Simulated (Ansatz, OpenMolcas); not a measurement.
Exact exchange and the HOMO–LUMO gap of BF

BF: 2 atoms, total charge 0, spin state singlet. SMILES: `[B]F`. Geometry: relaxed at PBE0-D4/def2-TZVP.

The HOMO–LUMO gap y, in eV, basis def2-TZVPPD; a is the functional's share of exact exchange. Programs: Ansatz 0.2.0, OpenMolcas 26.06.

| functional | program | a | y (eV) |
| --- | --- | --- | --- |
| PBE | Ansatz | 0 | 4.65 |
| TPSS | OpenMolcas | 0 | 5.01 |
| B3LYP | Ansatz | 0.2 | 6.50 |
| r2SCAN0 | Ansatz | 0.25 | 7.32 |
| PBE0 | Ansatz | 0.25 | ? |
| BHLYP | Ansatz | 0.5 | 9.17 |

Question: Fit y = c + s·a to the known rows and predict PBE0.

Answer: 
1. Means of the 5 rows: a = 0.1900, y = 6.530.
2. Σ(Δa)² = 0.172, Σ(Δa·Δy) = 1.5115, so the slope is 1.5115/0.172 = 8.7878.
3. Intercept: 6.530 − (8.7878) × 0.1900 = 4.860. The largest residual of the fit is 0.26.
4. PBE0: 4.860 + (8.7878) × 0.25 = 7.06 eV.

The run gave 6.97 eV, so the prediction is off by +0.09 eV, within the scatter of the fit. Exact exchange lowers occupied levels and raises empty ones. The rows mix families of semi-local functionals, which the line can't see.

The gap widens whenever the share of exact exchange rises, from 4.65 eV with PBE to 9.17 eV with BHLYP. In BF the HOMO is essentially the boron lone pair of σ symmetry, and the lowest valence empty orbitals are π* orbitals, also weighted towards boron because fluorine's greater electronegativity draws the bonding π pair to itself. Exact exchange cancels the self-repulsion of an electron in the compact lone pair, whereas an empty orbital has no such term to cancel, so the two levels move apart. The share is not the only control: at 0.25, r2SCAN0 gives 7.32 eV and PBE0 6.97 eV, probably because the semi-local parts treat the lone pair differently. The close prediction for PBE0 therefore supports interpolation within this set, not a universal slope for BF. Nor is a wider orbital gap a higher optical excitation energy, since the attraction between the excited electron and the hole is missing from it.
